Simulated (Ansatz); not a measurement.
**Ligand exchange: C5H9Br + C2H7NSi → C5H11N + C2H5BrSi**

Species: C5H9Br `BrC1CCCC1`, singlet; C2H7NSi `C=C[SiH2]N`, singlet; C5H11N (cyclopentylamine) `NC1CCCC1`, singlet; C2H5BrSi `C=C[SiH2]Br`, singlet. The partners trade Br for NH2: C–Br and Si–NH2 bonds give way to C–NH2 and Si–Br.

Shapes, held fixed at every level: PBE0-D4/def2-TZVP. Flexible molecules stand in one conformer, not always the lowest. Programs: Ansatz 0.2.0. Electronic energies: no zero-point or thermal term.

Estimate ΔE of this reaction.

The highest level, CCSD(T)/def2-TZVPP, gives ΔE = -20.8 kJ/mol; the levels span -41.7 to -20.8. The column of differences is taken from that level and isn't an error. No measured value is set beside it here. Relativity is left out for Br. Outer-core shells of Br are correlated in most correlated rows, in sets that cover them unevenly.

| level | kind | ΔE (kJ/mol) | less CCSD(T)/def2-TZVPP |
| --- | --- | --- | --- |
| r2SCAN-D4/def2-TZVPP | meta-GGA | -25.0 | -4.2 |
| wB97M-V/def2-TZVPP | range-separated hybrid | -24.8 | -4.0 |
| B2PLYP/def2-TZVPP | double hybrid | -21.4 | -0.6 |
| MP2/def2-SVP | perturbation theory | -38.7 | -17.9 |
| CCSD(T)/def2-SVP | coupled cluster or CI | -41.7 | -20.9 |
| CCSD/def2-TZVPP | coupled cluster or CI | -22.4 | -1.6 |
| CCSD(T)/def2-TZVPP | coupled cluster or CI | -20.8 | 0.0 |

The exchange is exothermic at every level, so its direction is well supported, though its size is less certain. Silicon bonds more strongly than carbon to both bromine and nitrogen, because its low electronegativity makes these bonds more polar and its σ* orbitals accept lone-pair density. The sign suggests that bromine gains more than the amino group by moving from carbon to silicon, with the weak C–Br bond as the main reason. Losing the favourable Si–N interaction offsets much of that gain, which probably explains the modest net energy.

The basis set matters far more than the treatment of correlation. CCSD(T) goes from -41.7 to -20.8 kJ/mol between the double- and triple-zeta sets, whereas removing the triples in the larger set changes little. The small set probably describes polarisation around silicon, bromine and nitrogen unevenly, so the errors do not cancel across the exchange. The close agreement of MP2 with CCSD(T) in that set is therefore no sign of accuracy. Without a barrier, the exothermicity doesn't show that the exchange would be fast.
